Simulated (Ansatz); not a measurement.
**Strength of the Ge–H bond: GeH2(CH3)(SeH) → GeH(CH3)(SeH) + H**

Species: GeH2(CH3)(SeH), singlet; GeH(CH3)(SeH), doublet; H atom, doublet. 

Shapes, held fixed at every level: PBE0-D4/def2-TZVP. Flexible molecules stand in one conformer, not always the lowest. Programs: Ansatz 0.2.0. The zero-point and thermal change to 298 K, harmonic and unscaled (PBE0-D4/def2-TZVP), is -17.4 kJ/mol.

Estimate ΔH(298 K) of this reaction.

The highest level, CCSD(T)/def2-TZVPP, gives ΔH(298 K) = +346.8 kJ/mol; the levels span +267.2 to +346.8. The column of differences is taken from that level and isn't an error. Hartree–Fock misses the correlation of the pair that is broken and comes out low. No measured value is set beside it here. Open shells run unrestricted. Relativity is left out for Ge, Se. Outer-core shells of Ge, Se are correlated in most correlated rows, in sets that cover them unevenly.

```csv
level,kind,ΔH(298 K) (kJ/mol),less CCSD(T)/def2-TZVPP
MP2/def2-TZVPP,perturbation theory,+338.6,-8.2
HF/def2-TZVPP,Hartree–Fock,+267.2,-79.6
PBE-D4/def2-TZVPP,GGA,+321.2,-25.6
BHLYP-D4/def2-TZVPP,global hybrid,+340.0,-6.8
B2PLYP/def2-TZVPP,double hybrid,+337.8,-9.0
CCSD/def2-TZVPP,coupled cluster or CI,+346.8,0.0
CCSD(T)/def2-TZVPP,coupled cluster or CI,+346.8,0.0
```

The Ge–H bond is a fairly ordinary two-electron covalent bond, weaker than a typical C–H bond because the diffuse germanium valence orbitals overlap less well with hydrogen 1s. The free hydrogen atom has no correlation energy, and the correlation lost on cleavage is mainly that of the Ge–H bonding pair, which Hartree–Fock misses. MP2 already recovers most of what Hartree–Fock lacks, ending 8.2 kJ/mol below CCSD(T). The match between CCSD and CCSD(T), both at +346.8 kJ/mol, means that the triples contributions cancel between molecule and radical. This suggests that neither has troublesome multireference character, but it says nothing about convergence with basis set. PBE-D4 gives the weakest bond of the correlated levels, while BHLYP-D4 comes closest to the coupled-cluster value among the density functionals, though the two differ in correlation as well as exchange. Whether selenium's lone pairs stabilise the germyl radical, and so weaken the bond, can't be judged without a selenium-free counterpart.
